Neutral scandium holds 21 electrons in seven shells, from 1s at a twentieth of a bohr to 4s at several bohr. The table lists its Dirac-Hartree-Fock orbitals from the most to the least strongly bound. All rows belong to one state, the average over the configuration 3d¹4s², which here is the mean over the two levels of its only term, ²D, and not the lowest level.

Orbitals of the neutral Sc atom (Z = 21), [Ar] 3d¹ 4s², computed with B-spline radial code 1 using Dirac-Coulomb Hartree-Fock at the basis-set limit. The atom is spherical, with open shells averaged over the whole nl configuration, and has a Fermi nucleus. r_max is the radius at which an orbital's radial probability density is largest.

| orbital | n | l | electrons in the nl shell | ε, Dirac (hartree) | <r> (bohr) | r_max (bohr) | <1/r> (1/bohr) | <r²> (bohr²) |
| --- | --- | --- | --- | --- | --- | --- | --- | --- |
| 1s1/2 | 1 | 0 | 2 | -166.88 | 0.072975 | 0.04782 | 20.777 | 0.007163 |
| 2s1/2 | 2 | 0 | 2 | -19.266 | 0.34051 | 0.2824 | 4.3408 | 0.1371 |
| 2p1/2 | 2 | 1 | 6 | -15.803 | 0.30446 | 0.2311 | 4.2430 | 0.1143 |
| 2p3/2 | 2 | 1 | 6 | -15.628 | 0.30697 | 0.2331 | 4.1954 | 0.1161 |
| 3s1/2 | 3 | 0 | 2 | -2.5916 | 1.0731 | 0.9246 | 1.2933 | 1.325 |
| 3p1/2 | 3 | 1 | 6 | -1.5884 | 1.1675 | 0.9677 | 1.1617 | 1.601 |
| 3p3/2 | 3 | 1 | 6 | -1.5682 | 1.1750 | 0.9737 | 1.1524 | 1.622 |
| 3d3/2 | 3 | 2 | 1 | -0.33607 | 1.6894 | 1.124 | 0.79401 | 3.701 |
| 3d5/2 | 3 | 2 | 1 | -0.33530 | 1.6930 | 1.126 | 0.79218 | 3.717 |
| 4s1/2 | 4 | 0 | 2 | -0.21142 | 3.9380 | 3.222 | 0.32256 | 17.88 |

The label gives $n$, $l$ and the total angular momentum $j = l \pm \tfrac12$. The orbital energy is $\varepsilon$; $\langle r\rangle$, $\langle 1/r\rangle$ and $\langle r^2\rangle$ are averages over the radial density. The electron count refers to the whole $nl$ shell and is shared in proportion to $2j+1$, so the two 3d rows hold 0.4 and 0.6 of one electron. Nothing was fitted to any row, and the arithmetic is printed after the text.

### 1s: what charge does the innermost electron feel?

A non-relativistic hydrogen-like orbital of charge $Z$ has $\langle 1/r\rangle = Z/n^2$, $\langle r\rangle = [3n^2 - l(l+1)]/2Z$ and $\varepsilon = -Z^2/2n^2$. Each relation can be inverted to read a charge from a row. For 1s the three readings are 20.78, 20.55 and 18.27, and the energy gives the lowest charge in every row of the table.

Electrostatics explains the gap for 1s. One electron's charge spread over a sphere of radius $R$ exerts no force on an electron inside it but raises that electron's energy by $1/R$. The 19 outer electrons therefore hardly change the shape of 1s while they shift $\varepsilon$. Their summed $\langle 1/r\rangle$ is 44.9 hartree, and $\varepsilon$(1s) lies 54.9 hartree above the bare Dirac ion. The other 1s electron adds roughly $5Z/8 \approx 13$ hartree. The total overshoots slightly, as it should: the sum is an upper bound, since outer electrons sometimes come inside 1s, and exchange lowers the repulsion. An orbital energy is thus a poor guide to an orbital's size.

### n = 2: why is 2s larger than 2p although it lies lower?

At equal charge the formula for $\langle r\rangle$ makes s the largest orbital of a shell, with 2s/2p = 6/5. The table has 1.109 for 2s over 2p3/2, so the hydrogenic order survives with a reduced margin. The 2s density has a small inner lobe within the 1s shell, where the nucleus is barely screened. It shows in $\langle 1/r\rangle$, which would be equal for 2s and 2p in non-relativistic hydrogen (in the Dirac ion only for 2s1/2 and 2p1/2) and is 4.34 against 4.20 to 4.24 here. This penetration is the standard reason given for the lower energy, but it is only part of it: 2s is also repelled less by its own $n = 2$ partners than the compact 2p is, a contribution of comparable size that the table cannot separate. Only the two 1s electrons lie beneath, so the gain in charge is small: from $\langle 1/r\rangle$ it is 17.36/16.97 = 1.02 against 2p1/2 (the 1.03 against 2p3/2 includes relativity), and from $\langle r\rangle$ it is 17.62/16.29 = 1.08, too little to undo a factor 1.20.

### 3s and 3p: why does the order reverse, and do Slater's rules see it?

For $n = 3$ the equal-charge margin of s over p shrinks to 1.080, and ten electrons lie underneath to be penetrated. The charges read from $\langle 1/r\rangle$ stand as 11.64/10.37 = 1.12, which exceeds that margin, and $\langle r\rangle$ runs 3s < 3p < 3d. The more core there is below a shell, the more the high-$l$ members, held out by the centrifugal barrier, lose against s.

Slater's rules are tested here with their standard constants. For 3s or 3p, the seven partners of the s,p group screen 0.35 each, the eight $n = 2$ electrons 0.85 each, the two 1s electrons 1 each, and 3d and 4s nothing. The charge is $21 - 2.45 - 6.80 - 2 = 9.75$, and a nodeless Slater orbital peaks at $n^2/Z = 9/9.75 = 0.923$ bohr. Relative to $r_\text{max}$ this is within 1% for 3s and 5% low for 3p; 1s and 2p come within 3%, but 2s is 16% low. The rules treat s and p alike and cannot give the reversal. The match for 3s looks like a cancellation, since the Slater charge is well below the 11.6 to 12.6 read from the moments, while an orbital with nodes peaks farther out than $n^2/Z$.

### 3d: how can a weakly bound orbital be so small?

Slater's rules let all 18 argon-core electrons screen 3d fully, which leaves a charge of 3 and a peak at 9/3 = 3.0 bohr. The table has 1.12 to 1.13 bohr, an error of about +166% relative to $r_\text{max}$ and the worst of all rows. The 3d peak sits beside those of 3s (0.92) and 3p (0.97), so the eight 3s and 3p electrons are neighbours in the same region and a good part of their charge lies outside the 3d electron.

The shape shows that no single charge describes this orbital. Its ratio $\langle r\rangle/r_\text{max}$ is 1.50, against 1.17 for a hydrogenic 3d. Its relative spread, $\sqrt{\langle r^2\rangle - \langle r\rangle^2}/\langle r\rangle$, is 0.54 against 0.38, whereas every other row exceeds its hydrogenic value by 0.04 or less. Theory supplies the reason: near the peak the electron feels a large charge that confines it, and beyond the 3s and 3p shells the charge falls quickly, while the tail decays roughly as $\exp(-\sqrt{2|\varepsilon|}\,r)$ with a small $|\varepsilon|$.

### 4s: where does the core end?

Size and energy draw the line at different places. By energy the break lies above 3p: $\varepsilon$ falls in magnitude by a factor 4.68 from 3p3/2 to 3d5/2 and by only 1.59 from there to 4s. By size it lies above 3d, whose peak is at 0.35 of the 4s peak. The two 4s electrons carry 68% of the summed $\langle r^2\rangle$, the six 3p electrons 18% and the 3d electron 7%. Because 3d overlaps 3s and 3p, a scheme that counts 3d as valence and freezes 3s and 3p cuts through one region of space.

The charges of 5 to 6 read from the 4s moments should not be taken literally, for at 4 bohr almost all of the 19 inner electrons are enclosed. The inner oscillations of 4s are squeezed into the core, where the attraction is strong, so the outer lobe begins closer in than $n = 4$ implies. This is the quantum defect. Slater's effective 3.7 in place of 4, taken together with his screened charge of 3, does not capture it here, and the peak comes out 42% too far.

### 3d below 4s: why is 4s doubly occupied?

The mean 3d energy lies 3.38 eV below 4s, but $\varepsilon$ measures removal from this configuration and includes the repulsion of the electrons now present. Let $h$ be the energy of an electron in the field of nucleus and core, and $U$ the average repulsion of a pair. Then $\varepsilon_d = h_d + 2U_{ds}$ and $\varepsilon_s = h_s + U_{ss} + U_{ds}$. Moving one electron from 4s to 3d replaces $h_s + U_{ss}$ by $h_d + U_{dd}$ and leaves two d–s pairs, so

$$\Delta E = \varepsilon_d - \varepsilon_s + U_{dd} - U_{ds}.$$

The Slater integrals of the same calculation, with the usual angular averages $U_{dd} = F^0 - \tfrac{2}{63}(F^2 + F^4)$ and $U_{ds} = F^0 - \tfrac{1}{10}G^2$, give 14.62 and 7.68 eV. Hence $\Delta E = -3.38 + 6.94 \approx +3.6$ eV: two electrons in the compact 3d repel each other almost twice as strongly as a 3d–4s pair. The orbitals are frozen in this figure; relaxation of 3d²4s¹ and the exchange gain of its high-spin term would both lower it, and by a large fraction, since 3d swells when it gains a partner. The figure shows the mechanism, but it is not an excitation energy, and the order of the two configurations has to be settled from total energies.

The same reasoning, untested here, extends to neighbours. Removing a 4s electron should lower all inner $\varepsilon$ by a similar amount, below its $\langle 1/r\rangle$ of 0.32 hartree, which is an upper bound (for 3d the frozen shift is $U_{ds}$, 0.28 hartree, and the remaining 4s electron contracts and gives part of it back), with little change of core sizes. Adding a proton and a 3d electron should shrink and deepen 3d faster than 4s, since the new electron lies largely inside 4s but only partly inside its 3d partner.

### The j pairs: what can be read about relativity?

In all three pairs the $j = l - \tfrac12$ row is lower and smaller. The gaps are 4.76 eV (2p), 0.55 eV (3p) and 0.021 eV (3d), and the steps in $\langle r\rangle$ stay under 1%. Spin-orbit coupling follows $\langle r^{-1}\,dV/dr\rangle$ for the potential $V$, close to $\langle 1/r^3\rangle$ times a charge, and is built up near the nucleus. At equal charge 2p/3p would be $27/8 = 3.38$. The table gives about 8.7, nearer the ratio 9.7 of $\langle 1/r^3\rangle$ for the two p3/2 orbitals of this calculation, because screening pushes 3p out and thins its inner lobe. The match is not complete: 9.73/8.66 = 1.12 would call for a larger charge on 3p than on 2p, the opposite of screening, so gaps in Hartree-Fock $\varepsilon$ hold more than this one-electron term.

Net contraction of s and p, and the indirect expansion of d that usually follows, would need a non-relativistic run for comparison. Only a scale is at hand: $(Z\alpha)^2 = 0.0235$, with $\alpha$ the fine-structure constant, and the bare 1s ion has $\langle 1/r\rangle = 21.25$ in place of 21. The 1s charge of 20.78 is probably raised by about 1% in the same way.

### Which digits can be trusted?

As numbers of this model, the printed figures hang together: the occupation-weighted sums give 52.79 bohr² and −1815.68 hartree, against totals of 52.79 and −1815.69, which checks consistency only. Differences lose figures, and the 3d gap of 0.0210 ± 0.0003 eV keeps two. The Breit interaction is left out of $\varepsilon$; to first order it shifts 1s by 0.155 hartree, some fifteen units of the last printed digit, and narrows the 3d gap by 19% and the p gaps by 3%.

Against nature the valence energies are worse. Removing a 4s electron costs 5.753 eV by $-\varepsilon$ and 5.522 eV by the difference of total energies, so relaxation is worth 0.23 eV. The tabulated measured value that accompanies the calculation is 6.561 eV, which leaves a shortfall of 1.04 eV, or 16% of it. Breit, QED and recoil terms add −0.002 eV. The measurement refers to lowest levels; the triplet of 3d¹4s¹ lies about $G^2/10 \approx 0.1$ eV below the average, so removing the averaging would widen the shortfall. The established main cause is the correlation of the 4s pair, which is lost on ionisation and absent from Hartree-Fock. Sizes are best read from the radial moments and occupations from total energies, and $-\varepsilon$ of 4s falls short of the measured ionisation energy by 0.81 eV.

Printed output of the fit:

```
row  electrons  Z from <1/r>, <r>, eps | Slater Z, peak (bohr), error vs r_max
1s1/2 2.0  20.78 20.55 18.27 | 20.70 0.048 +1%
2s1/2 2.0  17.36 17.62 12.41 | 16.85 0.237 -16%
2p1/2 2.0  16.97 16.42 11.24 | 16.85 0.237 +3%
2p3/2 4.0  16.78 16.29 11.18 | 16.85 0.237 +2%
3s1/2 2.0  11.64 12.58  6.83 |  9.75 0.923 -0%
3p1/2 2.0  10.46 10.71  5.35 |  9.75 0.923 -5%
3p3/2 4.0  10.37 10.64  5.31 |  9.75 0.923 -5%
3d3/2 0.4   7.15  6.22  2.46 |  3.00 3.000 +167%
3d5/2 0.6   7.13  6.20  2.46 |  3.00 3.000 +166%
4s1/2 2.0   5.16  6.09  2.60 |  3.00 4.563 +42%
row  eps (eV)  <r>/r_max  spread/<r> (hydrogenic)  share of summed <r2>
1s1/2  -4541.04  1.53  0.59 (0.58)  0.0%
2s1/2   -524.25  1.21  0.43 (0.41)  0.5%
2p1/2   -430.02  1.32  0.48 (0.45)  0.4%
2p3/2   -425.26  1.32  0.48 (0.45)  0.9%
3s1/2    -70.52  1.16  0.39 (0.37)  5.0%
3p1/2    -43.22  1.21  0.42 (0.39)  6.1%
3p3/2    -42.67  1.21  0.42 (0.39)  12.3%
3d3/2     -9.14  1.50  0.54 (0.38)  2.8%
3d5/2     -9.12  1.50  0.54 (0.38)  4.2%
4s1/2     -5.75  1.22  0.39 (0.35)  67.7%
hydrogenic <r>/r_max of nodeless 1s, 2p, 3d: 1.50, 1.25, 1.17
2s1/2/2p3/2: eps 1.23, r_max 1.21, <r> 1.109 (equal charge 1.200)
3s1/2/3p3/2: eps 1.65, r_max 0.95, <r> 0.913 (equal charge 1.080)
3p3/2/3d5/2: eps 4.68, r_max 0.86, <r> 0.694 (equal charge 1.190)
3d5/2/4s1/2: eps 1.59, r_max 0.35, <r> 0.430 (equal charge 0.438)
(Z alpha)^2 = 0.0235; bare Dirac 1s: <1/r> 21.25 1/bohr (non-rel. 21), <r> 0.07087 bohr
bare 1s energy -221.8, eps(1s) minus it 54.9, summed <1/r> of n>=2 electrons 44.9 hartree
2p j gap 4.7620 +- 0.0272 eV, Breit change -0.1445 eV (-3%), <r> step 0.82%
3p j gap 0.5497 +- 0.0027 eV, Breit change -0.0155 eV (-3%), <r> step 0.64%
3d j gap 0.0210 +- 0.0003 eV, Breit change -0.0039 eV (-19%), <r> step 0.21%
gap ratio 2p/3p 8.66; 1/n^3 gives 3.38; <1/r^3> ratio 9.73; gap 3p/3d 26
Breit shift of 1s 0.155 hartree; last printed digit of eps(1s) 0.01 hartree
eps(3d mean) - eps(4s) = -3.38 eV; U(dd) 14.62, U(ds) 7.68, difference 6.94 eV
frozen-orbital cost of 3d1 4s2 -> 3d2 4s1: 3.56 eV
summed <r2> 52.79 bohr^2, run total 52.79
-Z x summed <1/r> -1815.68 hartree (rounding about 0.03), run total -1815.69
ionisation: -eps(4s) 5.753, energy difference 5.522, tabulated measured 6.561 eV
relaxation 0.23 eV; shortfall 1.04 eV (16%); Breit, QED, recoil -0.002 eV
```
